Laguerre convergence rates and the case for multiple exponents

1. Conventions and premises

Formulas use atomic units with a fixed point nucleus: a₀ = 0.5292 Å, E_h = 27.211 eV. Radial s functions f(r) have the scalar product ∫ f g r² dr. For a basis exponent k > 0 put x = 2kr. L_n^(α) are generalised Laguerre polynomials, α ≥ 0, with these standard properties.

P1. Σ_n L_n^(α)(x) tⁿ = (1−t)^(−α−1) exp[−xt/(1−t)], |t| < 1.
P2. x L″ + (α+1−x) L′ + n L = 0, and (n+1)L_(n+1) = (2n+1+α−x)L_n − (n+α)L_(n−1).
P3. |L_n^(α)(x)| ≤ C(n+α, n) e^(x/2), with C the binomial coefficient.
P4. The L_n^(α) are complete for the weight x^α e^(−x).
P5. Γ(n−v)/n! = n^(−v−1)[1 + O(1/n)].

Orthogonality. Multiply P1 at t and at u and integrate with x^α e^(−x). The exponent is −x(1−tu)/[(1−t)(1−u)], so the integral is Γ(α+1)(1−tu)^(−α−1). Only equal powers of t and u occur, and
∫ x^α e^(−x) L_n L_m dx = δ_nm Γ(n+α+1)/n!. (1)
For α = 2 the norm is (n+1)(n+2), and r² dr = x² dx/(2k)³, so the orthonormal basis is
φ_n(r) = (2k)^(3/2) [(n+1)(n+2)]^(−1/2) e^(−kr) L_n^(2)(2kr). (2)
φ_0 … φ_(N−1) span e^(−kr) times the polynomials of degree below N.

2. Master formula

Take f = r^v e^(−br), b > 0, v > −3/2 (finite norm). Define
s = (b+k)/(2k) > 1/2, q = (s−1)/s = (b−k)/(b+k), y = q²,
J_n = ∫ x^(v+α) e^(−sx) L_n^(α)(x) dx.
With α = 2, the coefficient ⟨φ_n|f⟩ is
c_n = (2k)^(−v−3/2) J_n / √[(n+1)(n+2)]. (3)
Sum tⁿJ_n with P1. By P3 the series is dominated by x^(v+α) e^(−(s−1/2)x) (1−|t|)^(−α−1), which is integrable, so sum and integral commute. The integral is Γ(v+α+1)[s + t/(1−t)]^(−v−α−1), hence
Σ J_n tⁿ = Γ(v+α+1) (1−t)^v [s − (s−1)t]^(−v−α−1). (4)
There are two singular points: t = 1/q, set by the decay at large r, and t = 1, set by the behaviour at r = 0 and regular when v is a non-negative integer. Since |1/q| > 1, the point t = 1 governs large n whenever it is singular.

3. Pure exponential

For v = 0, α = 2, (4) is 2s⁻³(1−qt)⁻³, so J_n = s⁻³(n+1)(n+2)qⁿ. The normalised function is 2b^(3/2) e^(−br). With 1−y = 4bk/(b+k)², (3) gives
c_n = (1−y)^(3/2) √C(n+2, 2) qⁿ. (5)
Since Σ C(n+2,2) yⁿ = (1−y)⁻³, Σ c_n² = 1 as required. The decay is geometric with ratio |q| and a prefactor growing as n; signs alternate for b < k. For integer v = m the pole at 1/q has order m+3, so J_n ∝ n^(m+2) qⁿ and c_n ∝ n^(m+1) qⁿ: polynomial factors change the prefactor and leave the ratio alone.

4. Two scales

Since tanh(½ ln z) = (z−1)/(z+1), q = tanh[½ ln(b/k)], and |q| increases with |ln b − ln k|. For scales a > b the slower ratio is tanh[½ max(|ln a − ln k|, |ln b − ln k|)]. The larger distance to two points on a line is least at their midpoint, so
k* = √(ab), q* = tanh[¼ ln(a/b)] = (√a − √b)/(√a + √b). (6)
At k*, q_a = q* and q_b = −q*, and every scale between b and a has |q| ≤ q*. For a ≫ b, ln(1/q*) ≈ 2√(b/a): the degree needed for a fixed accuracy grows as √(a/b), up to the prefactors.

5. Non-integer powers and logarithms

Matched exponent, b = k, s = 1. Then (4) is Γ(v+α+1)(1−t)^v, and the binomial series gives, for non-integer v,
J_n = Γ(v+α+1) a_n, a_n = Γ(n−v)/[Γ(−v) n!]. (7)
By P5, (3) becomes
c_n ≈ (2k)^(−v−3/2) [Γ(v+3)/Γ(−v)] n^(−v−2). (8)
For general α the norm (1) grows as n^α and the power is n^(−v−1−α/2).

Unmatched exponent. Write [s−(s−1)t]^(−v−3) = Σ g_j t^j, with g_j falling geometrically and Σ g_j = 1 (the value at t = 1). Then J_n/[Γ(v+3)a_n] = Σ_j g_j a_(n−j)/a_n. Each ratio tends to 1. By P5 and n+1 ≤ (j+1)(n−j+1) it is bounded by a constant times (j+1)^|v+1|, so dominated convergence gives the limit 1. From a_(n−j)/a_n ≈ 1 + j(v+1)/n and Σ j g_j = (v+3)(s−1), the first relative correction is (v+1)(v+3)(s−1)/n. Thus (8) holds for every b: no choice of k changes the power.

Logarithm. ∂/∂v turns x^v into x^v ln x and commutes with the integral. From (7), with ψ₀ the digamma function,
J_n^log = J_n [ψ₀(v+3) + ψ₀(−v) − ψ₀(n−v)], v non-integer. (9)
As ψ₀(n−v) ≈ ln n, the coefficients fall as n^(−v−2) ln n. At integer v = m and n > m, a_n vanishes, and Γ(−m+ε) ≈ (−1)^m/(m! ε) gives d[1/Γ(−v)]/dv = (−1)^(m+1) m!. Therefore
J_n^log = (−1)^(m+1) (m+2)! m! (n−m−1)!/n!, (10)
and c_n ∝ n^(−m−2) with no logarithm of n. Replacing ln x by ln r = ln x − ln 2k subtracts ln 2k times the series of x^v, which terminates for integer v and is subleading otherwise.

Norm of the tail. Summing the square of (8) from N upward,
ε_N² ≈ [Γ(v+3)/Γ(−v)]² (2kN)^(−2v−3)/(2v+3). (11)
Only the product kN enters: the basis resolves the origin down to a length of order 1/(kN).

6. Energy

Let u = r f and K = T + k²/2, so ⟨u|K|u⟩ = k ∫ (u′² + u²/4) dx. Define σ_j = x e^(−x/2) L_j^(1)(x). Differentiating twice and using P2 with α = 1,
−σ_j″ + σ_j/4 = (j+1) σ_j/x. (12)
With (1), ∫ σ_iσ_j/x dx = (j+1)δ_ij, so ∫ (σ_i′σ_j′ + σ_iσ_j/4) dx = (j+1)² δ_ij. Both K and 1/r are diagonal. The σ_j with j < N span the same space as the rφ_n with n < N. The best approximation in the K norm is therefore χ = Σ_(j<N) D_jσ_j, where integration by parts (u(0) = 0) and (12) give
D_j = (j+1)⁻¹ ∫ σ_j u/x dx, η_N² = k Σ_(j≥N) (j+1)² D_j². (13)
For u = r^(v+1) e^(−br), (j+1)D_j = (2k)^(−v−1) J_j with α = 1. Then (7) and P5 give
η_N² ≈ ½ [Γ(v+2)/Γ(−v)]² (2kN)^(−2v−1)/(2v+1), v > −1/2. (14)
The energy norm converges two powers of N more slowly than (11).

Link to the variational energy. If hψ = εψ and χ = ψ − δ, then
⟨χ|h−ε|χ⟩ = ⟨δ|h−ε|δ⟩ = −⟨χ|h−ε|δ⟩ ≡ Δ, E[χ] − ε = Δ/⟨χ|χ⟩.
For Coulomb potentials the form h−ε is bounded above by a constant times K, and for a ground state with a gap it is bounded below by a positive constant times K on the complement of ψ. The Ritz truncation error then lies between two constant multiples of η_N².

Hydrogenic closed forms. Let h = T − Z/r and ε = −b²/2, so h − ε = K − Z/r + (b²−k²)/2. Between χ (j < N) and δ (j ≥ N) only the overlap acts. By the recurrence P2 and (1), ∫ σ_(N−1)σ_N dx = −N(N+1), and no other pair couples. Write u = (b^(3/2)/k) Σ D_jσ_j and use dr = dx/(2k):
Δ = ½(b²−k²) · b³/(2k³) · N(N+1) D_(N−1) D_N. (15)
1s, Z = b, u = 2b^(3/2) r e^(−br): (4) with α = 1, v = 0 gives J_j = s⁻²(j+1)q^j, so D_j = s⁻²q^j. With (b²−k²)/(b+k)² = q,
Δ_1s = b² (1−y) N(N+1) y^N. (16)
2s, Z = 2b, u = 2b^(3/2) r(1−br)e^(−br): here br = (s−½)x, and a factor x acts as −∂/∂s. With dq/ds = s⁻², 1/s = 1−q and (s−½)/s = (1+q)/2, one finds D_j = s⁻² q^(j−1) p_j, p_j = j(1−y)/2 − y, and
Δ_2s = b² (1−y) N(N+1) y^(N−1) p_(N−1) p_N. (17)

7. Two electrons

The single-exponent Hylleraas basis is r₁^i r₂^j r₁₂^l exp[−k(r₁+r₂)], i+j+l ≤ Ω, symmetrised or antisymmetrised. Its l = 0 part spans the φ_n(1)φ_m(2) with n+m ≤ Ω. Both electrons share k. For the product e^(−ar₁)e^(−br₂), (5) makes the weight of shell M = n+m the coefficient of t^M in (1−y_a)³(1−y_b)³(1−y_a t)⁻³(1−y_b t)⁻³. The nearer pole gives the ratio max(y_a, y_b), so the minimax problem is that of section 4.

Triplet model: Ψ ∝ e^(−ar₁−br₂) − e^(−br₁−ar₂). At k* the coefficients of the two normalised exponentials are c_n and (−1)ⁿc_n. The pair coefficient is c_n c_m[(−1)^m − (−1)ⁿ], zero for even M and of size 2c_n c_m for odd M. The squared norm is 2(1−S²), with overlap S = Σ(−1)ⁿc_n² = [(1−y)/(1+y)]³ = [2√(ab)/(a+b)]³. From (1−yt)⁻⁶ the normalised shell weights are
w_M = 2(1−y)⁶ C(M+5, 5) y^M/(1−S²), M odd. (18)

The case for several exponents follows.
(i) A sector r₁^i r₂^j r₁₂^l e^(−ar₁−br₂) has q = 0 for each electron. The model Ψ is one function in it, while a shared k can do no better than q*. For 1sns states b ≈ (Z−1)/n, so q* → 1 along the series.
(ii) Non-analytic terms at the origin converge by (11) and (14) through kN alone, and favour large k. Raising k drives q_b toward −1, and the geometric term from t = 1/q then survives until n is many times k/b. One exponent cannot serve both. An added compact sector with exponent k′ ≫ k can take the singular part, cutting the asymptotic amplitude of (14) by (k/k′)^(2v+1) without changing the power, while the diffuse sector carries the tail.
The price is near-linear dependence: each sector is complete by itself, so the joint overlap matrix acquires ever smaller eigenvalues.

8. Range of validity

(5), (7), (9), (10) and (15)–(18) are exact; (8), (11) and (14) are large-n forms with relative corrections O(1/n).
(6) optimises the asymptotic ratio only. At finite N the prefactors move the best k; section 9 gives the size.
Geometric decay needs a generating function analytic on a disc larger than the unit disc, as for finite sums of polynomials times exponentials. Smoothness on the real axis alone does not ensure it.
The powers hold for one radial variable with weight r². Fock's expansion at the triple coalescence has logarithms of the hyperradius ρ = √(r₁²+r₂²), first ρ² ln ρ for ¹S ground states. A ³S function starts at r₁² − r₂², the lowest antisymmetric rotation-invariant harmonic polynomial in six dimensions; no lower term exists to act as source, so its first logarithm comes at higher order. These terms carry singular angular factors and a six-dimensional weight, so the mechanism (power-law decay) transfers but the exponents of section 5 do not transfer as they stand.
The r₁₂ dependence is not analysed. Δ_1s/⟨χ|χ⟩ bounds the Ritz truncation error from above; for the excited 2s, Δ_2s is the shift of an expectation value and not a bound.

9. Illustration: 1s2s ³S of Li⁺

Model inputs: inner electron hydrogenic in Z = 3, a = 3 a₀⁻¹; outer electron fully screened, charge 2 and n = 2, b = 1 a₀⁻¹. Then k* = √3 a₀⁻¹ = 3.273 Å⁻¹, q* = 2 − √3 = 0.268, y = 0.0718. Asymptotically each added degree gains 1.14 decades in energy, against 0.602 at k = a or k = b.

Triplet norm, (18): S² = 27/64, w₁ = 0.9531, w₃ = 0.0459. The weight omitted is 1.75×10⁻⁵ at Ω = 5 (9 antisymmetric l = 0 functions) and 2.55×10⁻⁹ at Ω = 9 (25 functions). One two-exponent function omits nothing.

One-electron truncation shifts, (16) with b → a and (17), at N = 8:

k (a₀⁻¹) | k (Å⁻¹) | q_a | q_b | Δ_1s (eV) | Δ_2s (eV)
1 | 1.890 | 0.500 | 0 | 0.202 | 0
1.63 | 3.080 | 0.296 | −0.240 | 5.56×10⁻⁵ | 4.55×10⁻⁵
√3 | 3.273 | 0.268 | −0.268 | 1.16×10⁻⁵ | 2.07×10⁻⁴
2 | 3.779 | 0.200 | −0.333 | 1.11×10⁻⁷ | 3.76×10⁻³
3 | 5.669 | 0 | −0.500 | 0 | 0.586

The divisor ⟨χ|χ⟩ is left out; it is 0.971 for 2s in the last row and nearer 1 elsewhere. At k* the 2s prefactor makes Δ_2s 17.9 times Δ_1s, so the sum is least at k = 1.63 a₀⁻¹, where it is 1.01×10⁻⁴ eV against 2.18×10⁻⁴ eV at k*. The finite-N shift is worth a factor 2.2, while k = 2 a₀⁻¹ already costs more than a decade.

Geometric against power law: at k*, (5) gives |c₁₀| = 1.39×10⁻⁵ and |c₂₀| = 4.95×10⁻¹¹. For x² ln x e^(−x/2), with norm √Γ″(7) = 51.34 in the weight x², (10) gives J_n = −48/[n(n−1)(n−2)] and normalised |c₁₀| = 1.13×10⁻⁴, |c₂₀| = 6.36×10⁻⁶, a drop of 17.8 against the asymptotic 2⁴. Even a small admixture of such a term eventually sets the rate.

These numbers are the model's. It binds the outer electron by b²/2 = 13.6 eV, about 18 per cent less than the roughly 16.6 eV typical of this state, because screening is incomplete. Taking that approximate value as input gives the decay constant b = √(2 × 16.6/27.211) a₀⁻¹ = 1.10 a₀⁻¹ and a model ratio q* = 0.246 in place of 0.268.